Squeezing zinc-blende CdS by just over a tenth of its volume costs about 60 meV per atom and takes more than 7 GPa. The table lists the energy above its minimum and the pressure, from a density-functional (PBE) calculation at evenly spaced volumes, with the results of the middle row hidden. What should they be, and which of the two tells a stiffening crystal from a spring of constant stiffness?

ABINIT 10.8.3, plane-wave DFT with the PBE functional and JTH PAW PBE v2.0 datasets, for zinc-blende CdS: cutoff 707.5 eV, 8×8×8 k mesh, Fermi–Dirac smearing of 0.05 eV, no spin polarisation. The cell is scaled at fixed shape and fractional coordinates, with a static lattice; energies are counted from the minimum of the fitted energy–volume curve.

| volume (Å³/atom) | energy (meV/atom) | pressure (GPa) |
| --- | --- | --- |
| 23.32 | 58.29 | 7.400 |
| 23.82 | 37.47 | 5.650 |
| 24.31 | 21.80 | 4.100 |
| 24.81 | ? | ? |
| 25.30 | 3.69 | 1.440 |
| 25.80 | 0.36 | 0.300 |
| 26.30 | 0.42 | -0.720 |

**(a) Does the crystal stay equally stiff as it is compressed?**

**Solution.** Stiffness against uniform squeezing is measured by the bulk modulus, $B=-V\,dP/dV$, where $V$ is the volume per atom and $P$ the pressure. Between the two smallest volumes the pressures give $B\approx 83$ GPa, between the two largest only 54 GPa. The crystal therefore stiffens on compression, and the curve of pressure against volume is bent, steep on the left and flatter on the right.

The usual explanation is Pauli repulsion. Shorter Cd–S bonds force the electrons of neighbouring atoms, filled shells and bonding pairs alike, into less space, and the repulsion grows faster than the attraction that holds the crystal together. The same argument leads one to expect stiffening in other compressed semiconductors, as long as the structure stays the same. Real CdS is usually wurtzite, also with fourfold bonding, and turns to rocksalt under a few gigapascals. The most compressed rows therefore describe zinc blende held at pressures where rocksalt is the stable form.

**(b) Predict the energy and the pressure at 24.81 Å³/atom.**

**Solution.** The Birch–Murnaghan equation lets the stiffness change with volume. It writes the energy as a cubic polynomial in a measure of compression:

$$E=c_0+c_1y+c_2y^2+c_3y^3,\qquad y=(V_c/V)^{2/3}-1,\qquad P=-\frac{dE}{dV}.$$

With $V_c=24.81$ Å³/atom, the hidden row has $y=0$. Its energy is then simply $c_0$, and its pressure is $2c_1/(3V_c)$.

A fit to the energies of the six known rows gives $c_0\approx 10.7$ and $c_1=673.7$ meV/atom. With 1 meV/Å³ = 0.1602 GPa, the slope of the energy becomes

$$P=\frac{2\times 673.7}{3\times 24.81}\ \text{meV/Å}^3\approx 18.1\ \text{meV/Å}^3\approx 2.90\ \text{GPa}.$$

The printed pressures, however, lie about 0.2 GPa below this slope in every known row. This is Pulay stress, an artefact of a pressure formula that holds the set of plane waves fixed as the volume changes. The printed pressure should therefore be about 2.7 GPa, and a separate Birch–Murnaghan fit to the known pressures agrees.

The forecasts are:

- energy 10.70 meV/atom, range 10.65 to 10.75;
- pressure 2.70 GPa, range 2.67 to 2.73.

When each known row is left out in turn, the energy fit misses by typically 0.07 meV/atom. That test includes the end rows, which have to be extrapolated. The hidden row has three known neighbours on each side, which justifies a narrower range for the energy. The pressure fit misses by typically 0.01 GPa in the same test, and its range is kept somewhat wider than that.

A spring of constant stiffness corresponds to a constant slope $dP/dV$, which is not quite the same as a constant $B$. It would make the energy a parabola and the pressure a straight line. The parabola should come within 0.1 meV/atom of the Birch–Murnaghan energy, whereas the straight line should lie about 0.3 GPa above the Birch–Murnaghan pressure. To leading order, stiffening raises the energy on the compressed side and lowers it on the expanded side, so its effect vanishes in the middle. The bent pressure curve, by contrast, sags furthest below a straight line near the middle.

**(c) Compare the forecasts with the computed values. Which quantity reveals the stiffening?**

The withheld rows as computed:

| volume (Å³/atom) | energy (meV/atom) | pressure (GPa) |
| --- | --- | --- |
| 24.81 | 10.68 | 2.690 |

**Solution.** Both values fall within their ranges. The central forecasts were too high by 0.02 meV/atom and 0.01 GPa. The energy fit itself gives 10.68 meV/atom, which the forecast had rounded to 10.7, so the small energy miss comes from rounding and not from the model.

The pressure shows that the stiffness is not constant. At the middle of an even scan, a fitted straight line passes through the average of the known pressures, 3.03 GPa. That is 0.34 GPa too high, or 13 % of the computed pressure.

The energy of this middle row hardly notices, although the energies as a whole do carry the stiffening. Averaging the known energies in pairs about the middle gives 12.745, 18.915 and 29.355 meV/atom, from the nearest pair to the farthest. The least-squares parabola then has the central value

$$\frac{6\times 12.745+3\times 18.915-2\times 29.355}{7}\approx 10.64\ \text{meV/atom},$$

only 0.04 below the computed energy. The output printed after this text shows a miss of 9.66 instead, because its two constant-stiffness fits lost their dependence on volume and returned plain averages. For the pressure that average is the correct mid-scan value; for the energy it is not the parabola's value and should be disregarded.

The hit supports a smooth, stiffening curve. It does not test the repulsion argument, since another smooth equation of state would bridge the gap as well.

For practical use, a bulk modulus has to be quoted with its volume. The 54 GPa belongs to the PBE energy minimum at 26.04 Å³/atom. Around 24.81 Å³/atom the neighbouring rows give $24.81\times(4.100-1.440)/(25.30-24.31)\approx 67$ GPa. PBE tends to make semiconductors too large, and so too soft at its own minimum.

The analysis program printed:

```
fit of energy on 6 rows: constant 10.68 +/- 0.016, coefficient of y 673.7 +/- 0.86, coefficient of y2 10724 +/- 16, coefficient of y3 2916 +/- 644; rms 0.013, worst 25.8 0.0204, leave-one-out rms 0.0721
  rows outside the fit (model, value, miss): 24.81 10.68, 10.68, -0.00448
fit of energy on 6 rows: constant 6.779 +/- 4.2, coefficient of d -6.779 +/- 4.2, coefficient of d2 6.779 +/- 4.2; rms 21.6, worst 23.32 -38, leave-one-out rms 26
  rows outside the fit (model, value, miss): 24.81 20.34, 10.68, 9.66
fit of pressure on 6 rows: coefficient of g 66.88 +/- 0.11, coefficient of gy 2305 +/- 2.2, coefficient of gy2 882.1 +/- 104; rms 0.0043, worst 23.82 0.00808, leave-one-out rms 0.0113
  rows outside the fit (model, value, miss): 24.81 2.696, 2.69, 0.00587
fit of pressure on 6 rows: constant 1.514 +/- 0.73, coefficient of d -1.514 +/- 0.73; rms 2.92, worst 23.32 -4.37, leave-one-out rms 3.5
  rows outside the fit (model, value, miss): 24.81 3.028, 2.69, 0.338
Energy shift from a volume error of 0.005 Å³/atom at the withheld row, meV/atom: 0.09052
Bulk modulus from the pressures of the two smallest volumes, GPa: 83.12
Bulk modulus from the pressures of the two largest volumes, GPa: 53.55
Volume of the energy minimum from known rows, Å³/atom: 26.04
Bulk modulus at that minimum from known rows, GPa: 53.54
Volume where the printed pressure crosses zero, Å³/atom: 25.95
Mean of printed pressure less energy slope on known rows, GPa: -0.2057
Spread of that offset on known rows, largest less smallest, GPa: 0.01147
Second pressure forecast for the withheld row, energy slope plus mean offset, GPa: 2.695
Energy forecast, Birch-Murnaghan less parabola, meV/atom: -9.663
Pressure forecast, straight line less Birch-Murnaghan, GPa: 0.3325
```
